A semiconductor's carriers collect near the lowest points of its conduction band and the highest points of its valence band. These places in k space are called valleys, for holes as well as for electrons. The table lists the valleys of a single layer of GeSb₂Te₄, computed with the PBE functional and without spin-orbit coupling. "Valley distance from edge" is the energy between a valley and the edge of its own band, and the two masses, in electron masses mₑ, describe the directions of strongest and weakest bending. The valence edge, whose place is printed as n/a, lies at a general point of k space, between the Γ–M and Γ–K lines. Row 2 is only a local top near the bottom of the highest valence band. It lies so far below the edge that practically no holes collect there.

Ansatz 0.2.0, scalar-relativistic DFT without spin polarization, PBE functional, plane waves (cutoff 420 eV) and PAW, for a single GeSb₂Te₄ layer in its given, unrelaxed geometry. The density was converged on an 18 × 18 × 1 k mesh with Gaussian smearing of 0.05 eV, and the levels were computed on a 54 × 54 × 1 mesh. Hole masses are given as positive.

| row | valley distance from edge (eV) | valley edge | valley place | valley count | valley bands meeting | valley lightest mass (m_e) | valley heaviest mass (m_e) |
| --- | --- | --- | --- | --- | --- | --- | --- |
| 1 | 0.000 | valence | n/a | 12 | 1 | 0.214 | 0.816 |
| 2 | 0.847 | valence | K | 2 | 1 | 1.055 | 1.055 |
| 3 | 0.000 | conduction | Gamma | 1 | 1 | 0.093 | 0.093 |
| 4 | 0.127 | conduction | Gamma-M line | 6 | 1 | 0.093 | 0.204 |
| 5 | 0.463 | conduction | M | 3 | 1 | 0.120 | 1.779 |
| 6 | 0.489 | conduction | Gamma-M line | 6 | 1 | 0.130 | 1.445 |

**(a) Why do the valleys come in sets of 12, 2, 1, 3 and 6, and why are only two kinds of place round?**

*Solution.* The layer has a threefold axis and three mirror planes, which together make six operations. Time reversal adds the rule that k and −k have equal energy, and this doubles the six to twelve. A valley at a general point is therefore repeated twelve times, as at the valence edge.

Now let such a valley slide to a special place. On the Γ–M line each valley merges with its mirror image, and six are left. At M, opposite points differ by a reciprocal lattice vector and count as one, which leaves three. At K two distinct points remain, and at Γ all twelve copies fall together. The valley count is thus 12 divided by the number of operations that leave the place unchanged, and this holds exactly in every row.

The same argument settles the shape. If a rotation by 120° leaves a valley in place, a light direction would have to reappear 120° further on, yet an ellipse has only one light axis. For a single band the valley must then be round, as it is at Γ and at K. Elsewhere symmetry allows two different masses, and the table shows them.

**(b) Symmetry permits unequal masses but doesn't say which direction is heavy. What decides this at the valence edge and in the conduction band?**

*Solution.* Take the valence edge first. In the same calculation the valence band at Γ lies about 0.32 eV below its top, so the band rises outward from Γ before it falls. The limiting case is a perfect ring of maxima, shaped like the brim of a hat. Going round the brim costs no energy, so that mass would be infinite, while stepping off it costs energy at once.

The simplest such hat is E = −D(1 − k²/k₀²)², where D is the depth at Γ and k₀ the radius of the ring. Differentiating twice at k = k₀ gives a radial mass m = ħ²k₀²/(8D). With ħ²/mₑ = 7.62 eV Å², k₀ = 0.217 Å⁻¹ and D = 0.32 eV,

m/mₑ = 7.62 × 0.217² / (8 × 0.32) ≈ 0.14.

The computed light mass, which points nearly along the radius, is 0.214, about half as heavy again. No mass entered the estimate, but the factor 8 belongs to the assumed quartic form, and another smooth hat of the same depth and radius would give another factor. The comparison therefore shows that depth and radius set the scale of the mass, not the exact shape of the band.

The heavy mass, 0.816, points roughly round the ring. It is finite because the real brim is corrugated, with twelve low tops. Continuing the parabola of one top halfway to its neighbours puts the passes between them only about 0.01 and 0.02 eV down. That is less than the thermal energy at room temperature, 0.026 eV, so holes there experience something close to a connected ring. Such small differences are also at the mercy of spin-orbit coupling, which is strong in Sb and Te and splits the bands of a layer without an inversion centre.

The conduction band has a different landscape, closer to a trough along the outer part of the Γ–M line. The minimum at M and the outer one on the Γ–M line differ by only 0.026 eV, although the height of the hump between them is not listed. From M sideways to K, however, the band climbs by about 0.62 eV. Both valleys are accordingly heavy along the line and light across it, with mass ratios of about 15 and 11.

The climb to K explains the direction of the light mass at M, but not its full size. A smooth cosine with the computed energies at M and K would give a mass of 0.59, whereas the calculation gives 0.120. The floor of the trough is thus much sharper than a gentle wave. Repulsion by the valence bands below would sharpen a minimum in this way, while bands above would blunt it. How much of the small mass comes from this can't be read from the energies alone.

The inner valley on the Γ–M line, 0.127 eV above the edge, is the irregular one. It lies so close to Γ that both belong to one small region of the band, yet the parabola of the Γ valley, continued to this place, would reach 0.39 eV. The band must therefore bend over soon after leaving Γ and then dip again to form a second minimum, so the mass of the Γ valley holds only near its very bottom. The levels above point to a cause. At Γ a degenerate pair of bands lies 0.344 eV above the edge, lower than the continued parabola would reach, and the second conduction band falls to 0.257 eV above the edge away from Γ. A branch thus comes down to meet the rising band, and an avoided crossing of the two is expected to leave just such a second minimum, here heavy along the Γ–M line. The orbital character of the states would be needed to confirm this. The valley also lies only about three steps from Γ on the dense k mesh used for the levels, so a finer mesh should confirm it and its masses.

**(c) How do the densities of states at the two band edges compare, and do the masses that govern transport differ by the same factor?**

*Solution.* In two dimensions a parabolic valley with masses m₁ and m₂ has a constant density of states proportional to √(m₁m₂). A set of N equal valleys has N times as much. The valence edge gives 12 × 0.418 ≈ 5.0, and the conduction edge gives 1 × 0.093. The ratio is about 54, of which a factor 12 comes from the count and only 4.5 from the masses.

Transport adds up differently. A carrier in an electric field responds with the mass of its own valley, however many copies exist. Averaged over the orientations of the copies, the response is the mean of 1/m₁ and 1/m₂. This gives a transport mass of 0.34 for holes and 0.093 for electrons, a ratio of only 3.6. The twelvefold count thus multiplies the states but not the inertia.

The factor 54 belongs to the band edges themselves. Because the twelve tops nearly join, separate parabolas are only a rough guide for warm holes. On the electron side the inner Γ–M valleys have about nine times the density of states of the Γ valley, but at 300 K their higher energy leaves them roughly 6 % of a dilute electron population, if both kinds are treated as separate parabolas, which is rough for valleys so close together. PBE gaps are usually too small, which tends to make masses too light. Spin-orbit coupling and a relaxation of the geometry, both left out here, could also change the masses and even the order of the valleys, so both ratios describe this calculation and not a measured layer.

GeSb₂Te₄ belongs to the family of phase-change memory materials, whose crystalline state usually conducts by holes. A valence edge of this kind takes up many holes with little shift of the Fermi level. The real crystal, however, is a stack of layers and mixes Ge and Sb on its metal sites, whereas here Ge alone fills one outer metal plane.
